**Which bond of hydroxylamine feels the functional**

The N–O bond of hydroxylamine, NH₂OH, takes roughly 280 kJ/mol of electronic energy to break into NH₂ and OH. Swapping one common hybrid functional for another moves that figure by about 10 kJ/mol, and raising the exact exchange to one half moves it by about 40. Going from a triple-zeta to a quadruple-zeta basis moves it by about 2. The question is whether these sizes, and the physics behind them, are enough to forecast two more functionals: M06-2X, which has even more exact exchange, and LDA, which has none.

PySCF 2.14.0 density-functional calculations of the homolysis of hydroxylamine, NH₂OH, with the weakest bond listed at each level. All rows use PBE0-D3(BJ)/def2-SVP geometries and thermal terms, and enthalpies are at 298.15 K and 1 bar.

| level | integration grid level | site or bond (first listed) | broken dissociation enthalpy (kJ/mol) | broken electronic part (kJ/mol) | broken length (Å) |
| --- | --- | --- | --- | --- | --- |
| BHandHLYP/def2-TZVP | 2 | N1-O2 | 213.3 | 240.0 | 1.411 |
| B3LYP-D3(BJ)/def2-TZVP | 2 | N1-O2 | 251.7 | 278.4 | 1.411 |
| HSE06/def2-TZVP | 2 | N1-O2 | 257.1 | 283.8 | 1.411 |
| PBE0-D3(BJ)/aug-pcseg-1 | 2 | N1-O2 | 258.7 | 285.4 | 1.411 |
| PBE0-D3(BJ)/def2-QZVPPD | 2 | N1-O2 | 259.8 | 286.5 | 1.411 |
| PBE0-D3(BJ)/def2-TZVP | 2 | N1-O2 | 262.0 | 288.7 | 1.411 |
| wB97X-D3(BJ)/def2-TZVP | 2 | N1-O2 | 264.4 | 291.1 | 1.411 |
| M06-2X/def2-TZVP | 3 | N1-O2 | ? | ? | ? |
| LDA/def2-TZVP | 2 | O2-H | ? | ? | ? |

## Reading the columns

Non-hydrogen atoms are numbered in the order of the SMILES string of hydroxylamine, NO. The level is a density functional and a basis set, with D3(BJ) marking an added dispersion correction, and the grid level sets the fineness of the numerical integration. The site is the weakest bond at that level: N1-O2 gives NH₂ + OH, and O2-H gives H₂NO + H. The electronic part, called D here, is the electronic energy of the two relaxed radicals minus that of the parent.

Two parts of the results do not respond to the level at all: the length, and the difference between the enthalpy and D. Every row uses the same PBE0-D3(BJ)/def2-SVP structures, so the length of 1.411 Å is an input; it is a few hundredths of an ångström shorter than the measured bond, by rough recollection. The zero-point and thermal terms are shared too, which puts the N–O enthalpy 26.7 kJ/mol below D in all seven known rows. The table therefore holds a single trend, and it compares levels with each other, so a higher value is not thereby a better one.

## The first two rows: half exact exchange against a fifth

BHandHLYP takes a fraction a = 0.50 of its exchange energy from the exact, Hartree–Fock expression, and B3LYP takes a = 0.20. The N–O value of BHandHLYP lies 38.4 kJ/mol lower, a loss of 13.8 % of the B3LYP value. This is the largest step between neighbouring known rows by a wide margin.

The same two calculations also break the other bonds. O–H drops by only 1.9 kJ/mol and N–H by 4.8, so N–O is 20 and 8 times as sensitive. The numbers thus show that BHandHLYP does not underbind everything alike and that the loss belongs to the bond between the two heavy atoms. B3LYP carries D3 and BHandHLYP does not, but dispersion in a five-atom molecule is normally of the order of a kJ/mol.

The explanation offered here is argued and not tested by the table; it comes from the two limits of a. At a = 1 the exchange hole of an electron in a bond is spread over both atoms, and the two bonding electrons meet on the same atom too often. In the real molecule left–right correlation keeps one electron on each side, and the combined exchange–correlation hole stays compact around the electron. At a = 0 the semilocal exchange hole is compact by construction, so it imitates this correlation without being asked to.

A correlation functional such as LYP models short-range correlation and does not restore what exact exchange removes. The parent has the N–O bond and the separated radicals do not, so the parent loses more stabilisation than the radicals as a grows, and D falls. As a share of the bond energy, the loss is expected to be especially large for a long, weak single bond between atoms that both carry lone pairs, where the antibonding orbital lies low and left–right correlation is a large share of the binding. The O–O bond of a peroxide and the N–N bond of a hydrazine belong to the same class, though nothing here tests them.

The near-zero response of O–H may be a cancellation. More exact exchange would weaken the O–H bond of the parent, and it would also stabilise less the H₂NO radical, whose unpaired electron is shared between N and O in a three-electron bond. The first change lowers D and the second raises it. This is a guess that the totals do not test, and it returns in the LDA forecast.

The simple model follows from the form of a hybrid. At fixed density the energy of each species is E = E₀ + a·(Eₓ,exact − Eₓ,semilocal), where E₀ is the energy at a = 0. Taking radicals minus parent gives a straight line, D = D₀ + s·a, whose slope s is the change of the bracket on breaking the bond. B3LYP and BHandHLYP fix it:

s = (240.0 − 278.4)/(0.50 − 0.20) = −128 kJ/mol per unit of a.

Two points leave no residual, so these rows cannot test the line. The slope also absorbs the differing semilocal mix and the D3 term of the two functionals.

## HSE06, PBE0 and ωB97X: the line under test

The remaining def2-TZVP rows were left out of the fit, and all three lie above the line. At a = 0.25 it gives 272.0 kJ/mol, which HSE06 exceeds by 11.8 and PBE0 by 16.7. PBE0 has more exact exchange than B3LYP and still binds N–O more strongly, the reverse of what the slope says. The fraction alone does not order the rows, because D₀ depends on which semilocal exchange and correlation make up the rest of the functional.

The two range-separated rows are opposite limits at long range: HSE06 switches exact exchange off there and ωB97X turns it fully on. HSE06 lies 4.9 kJ/mol below PBE0, a difference that contains both the screening and the D3 term. ωB97X is the highest known row at 291.1 kJ/mol, and it exceeds the line by 7.6 even when it is entered with its smallest, short-range fraction of about 0.16. A functional rich in exact exchange can therefore avoid the BHandHLYP loss, and theory has a reason: the semilocal terms of ωB97X were fitted to thermochemical data together with its exchange mix.

## The three PBE0 rows: what the basis is worth

For N–O, def2-TZVP lies 2.2 kJ/mol above the largest basis, def2-QZVPPD, and aug-pcseg-1 lies 1.1 below it. The latter is a double-zeta basis, so its closeness is no sign of convergence. There is no counterpoise correction, which would matter most for the smaller sets. The gap of 2.4 kJ/mol between PBE0 and ωB97X is of the same size as the basis effect and gets no interpretation.

Some limits apply to all rows. Each species has one SCF solution and one conformer, and the radicals are taken to be in their doublet ground states; their spin contamination is not printed. The spin–orbit lowering of OH, roughly 1 kJ/mol by recollection, is left out of every N–O row and cancels in the differences between them.

## Forecast for M06-2X, N–O bond

M06-2X has a = 0.54, slightly beyond BHandHLYP. If the fraction were all that mattered, the line would give

D = 278.4 − 128 × (0.54 − 0.20) = 234.9 kJ/mol,

or about 235 ± 17, the bar being the worst misfit among the rows that tested the line. M06-2X played no part in the fit.

The forecast is that the line fails. The kinetic-energy-dependent (meta-GGA) terms of M06-2X were fitted to thermochemistry together with that large fraction, so they have had the chance to put back the binding that exact exchange takes out. In the limit of full compensation the value falls among the ordinary hybrids, and the nearest analogue is ωB97X. The forecast is D = 291 ± 13 kJ/mol and an enthalpy of 264 ± 13, with the range of the four def2-TZVP functionals other than BHandHLYP as the bar; the finer grid, level 3, should matter little.

## Forecast for LDA, O–H bond

The LDA row names a different bond, so its value stands outside the N–O trend. The switch is plausible from the known rows, because the gap between the O–H and N–O enthalpies is 81.5 kJ/mol in BHandHLYP but only 45.0 in B3LYP and 27.5 in PBE0/def2-TZVP, though here too the fraction alone does not order the rows. Carrying the slope of that gap to a = 0 leaves about 21 kJ/mol from B3LYP and about −3 from PBE0. The two extrapolations disagree in sign, so they make the switch believable without proving it.

One limiting case is that LDA gives O–H a value like those of the hybrids. The five def2-TZVP values have a mean of 324.5 kJ/mol and a range of 11.7, which gives 324 ± 6. That ignores what sets LDA apart, namely that it has no gradient correction. The local approximation underestimates the size of the exchange energy most where the density varies fastest, and separated fragments have more such surface than the bonded molecule, so LDA overbinds.

The forecast adds a net shift of 40 ± 25 kJ/mol to the mean. The shift is a rough recalled judgement and no fit: strong LDA overbinding of an X–H bond, partly offset by LDA favouring the delocalised three-electron bond of H₂NO. The result is D = 364 ± 25 kJ/mol and an enthalpy of 333 ± 25. It assumes local exchange with local correlation, and exchange alone would fall well below it.

The other entries are book-keeping and need no foresight. The lengths carry over as 1.411 Å for N–O and 0.963 Å for O–H, and the enthalpy lies 26.7 and 31.0 kJ/mol below D.

The withheld rows as computed:

| level | integration grid level | site or bond (first listed) | broken dissociation enthalpy (kJ/mol) | broken electronic part (kJ/mol) | broken length (Å) |
| --- | --- | --- | --- | --- | --- |
| M06-2X/def2-TZVP | 3 | N1-O2 | 274.3 | 301.0 | 1.411 |
| LDA/def2-TZVP | 2 | O2-H | 327.6 | 358.6 | 0.963 |

## M06-2X revealed

M06-2X gives D = 301.0 kJ/mol, which is 9.9 above the centre of the forecast and inside the bar, using 0.78 of it. The line in a misses by 66.1 kJ/mol, about four of its bars. The qualitative call was right, and lengths and thermal offsets of both rows came out as carried over.

The sharpest comparison in the table is now between its two most exchange-rich global hybrids. BHandHLYP and M06-2X differ by only 0.04 in a and by 61.0 kJ/mol in the N–O bond, and they are the lowest and the highest of the eight N–O rows. The numbers show that the rest of the functional can outweigh the fraction completely. The slope s describes a change of a within one family of semilocal terms, and it says little once the family changes.

The miss still deserves its weight. The forecast expected compensation up to the level of ωB97X, whereas M06-2X lies above every known row, 12.3 kJ/mol above PBE0 in the same basis. That is several times the basis effect, and the row has no D3 term to raise it. It was caught only because the forecast was centred on the top edge of the hybrid group; a bar of the same width around the group mean of 285.5 would have failed. The same run also puts O–H and N–H above PBE0, by 20.7 and 16.8 kJ/mol, so the excess is not peculiar to N–O. That the fitted meta-GGA terms supply it is the natural reading, but it is untested, and the grid differs as well.

## LDA revealed

LDA gives D = 358.6 kJ/mol for O–H, 5.9 below the unrounded centre of 364.5 and well inside the bar. The unchanged-mean case misses by 34.1 kJ/mol, nearly six of its bars. The five hybrids thus do not bracket LDA, which lacks both gradient corrections and exact exchange. O–H was not indifferent to the functional as such even among the hybrids: its range of 11.7 kJ/mol is close to the 12.7 of N–O without BHandHLYP, and only its response to the step from B3LYP to BHandHLYP is small.

The hit is modest evidence. The bar was wide, the shift was a recalled size, and a net 34 against an assumed 40 checks only the sum of the two effects. A smaller X–H overbinding with less radical stabilisation would give the same total.

The same LDA calculation also breaks the other two bonds, with D = 418.3 kJ/mol for N–O and 411.0 for N–H. N–O, the weakest bond in every hybrid, has become the strongest of the three. Against PBE0/def2-TZVP it rises by 129.6 kJ/mol, while N–H rises by 48.3 and O–H by 38.1. The LDA row names O–H because N–O has risen past it, not because O–H has become weak.

Removing the exact exchange of PBE0 along the slope would account for 0.25 × 128 = 32 kJ/mol of the N–O rise, about a quarter, if the slope from the LYP pair is borrowed. PBE0 without its exact exchange is the functional PBE, and PBE without its gradient corrections is a local functional, so most of the rise would come from losing those corrections. This split is an estimate, since the table has no PBE row to test it. The row-by-row misfits and the misses in units of their bars stand in the output below.

Numerical output:

```
Energies in kJ/mol; table rounding 0.05 per value, 0.1 per difference
enthalpy - electronic: N-O -26.7 (range 0.0), O-H -31.0 (range 0.01)
N-O: BHandHLYP - B3LYP -38.4 (-13.8 %), slope -12.80 per 0.1 of a; PBE0-D3 - HSE06 +4.9
     PBE0 basis: TZVP - QZVPPD +2.2, aug-pcseg-1 - QZVPPD -1.1
O-H: BHandHLYP - B3LYP -1.9 (-0.6 %), slope -0.65 per 0.1 of a; PBE0-D3 - HSE06 +2.1
     PBE0 basis: TZVP - QZVPPD -4.8, aug-pcseg-1 - QZVPPD -1.7
N-H: BHandHLYP - B3LYP -4.8 (-1.3 %), slope -1.60 per 0.1 of a; PBE0-D3 - HSE06 +1.9
     PBE0 basis: TZVP - QZVPPD -3.7, aug-pcseg-1 - QZVPPD -2.1
slope ratios: N-O/O-H 20, N-O/N-H 8
N-O line through B3LYP and BHandHLYP (those two fit by construction), def2-TZVP rows:
  BHandHLYP/def2-TZVP        a 0.50 line 240.0 computed 240.0 misfit +0.0; O-H minus N-O enthalpy 81.5
  B3LYP-D3(BJ)/def2-TZVP     a 0.20 line 278.4 computed 278.4 misfit +0.0; O-H minus N-O enthalpy 45.0
  HSE06/def2-TZVP            a 0.25 line 272.0 computed 283.8 misfit +11.8; O-H minus N-O enthalpy 30.2
  PBE0-D3(BJ)/def2-TZVP      a 0.25 line 272.0 computed 288.7 misfit +16.7; O-H minus N-O enthalpy 27.5
  wB97X-D3(BJ)/def2-TZVP     a 0.16 line 283.5 computed 291.1 misfit +7.6; O-H minus N-O enthalpy 34.7
worst row PBE0-D3(BJ)/def2-TZVP, misfit 16.7; PBE0 - B3LYP +10.3; wB97X - PBE0 +2.4
N-O without BHandHLYP: mean 285.5, range 12.7; O-H five functionals: mean 324.5, range 11.7
gap slope +12.1 per 0.1 of a; gap carried to a = 0: from B3LYP +20.7, from PBE0 -2.9
--- withheld: M06-2X/def2-TZVP, bond N1-O2
  forecast, wB97X analogue: electronic 291.1 +- 12.7, enthalpy 264.4 +- 12.7
  alternative, line in a: electronic 234.9 +- 16.7, enthalpy 208.2 +- 16.7
  carried over: length 1.411 A, enthalpy - electronic -26.7
  computed: electronic 301.0, enthalpy 274.3, difference -26.7, length 1.411 A
  miss of forecast, wB97X analogue: +9.9 (+3.4 %), 0.78 bars, inside
  miss of alternative, line in a: +66.1 (+28.2 %), 3.96 bars, outside
  N-O against wB97X-D3(BJ)/def2-TZVP +9.9, PBE0-D3(BJ)/def2-TZVP +12.3, BHandHLYP/def2-TZVP +61.0
--- withheld: LDA/def2-TZVP, bond O2-H
  forecast, hybrid mean + rough shift 40: electronic 364.5 +- 25.0, enthalpy 333.5 +- 25.0
  alternative, hybrid mean: electronic 324.5 +- 5.9, enthalpy 293.5 +- 5.9
  carried over: length 0.963 A, enthalpy - electronic -31.0
  computed: electronic 358.6, enthalpy 327.6, difference -31.0, length 0.963 A
  miss of forecast, hybrid mean + rough shift 40: -5.9 (-1.6 %), 0.24 bars, inside
  miss of alternative, hybrid mean: +34.1 (+10.5 %), 5.82 bars, outside
  O-H against PBE0-D3(BJ)/def2-TZVP +38.1, hybrid mean +34.1
```
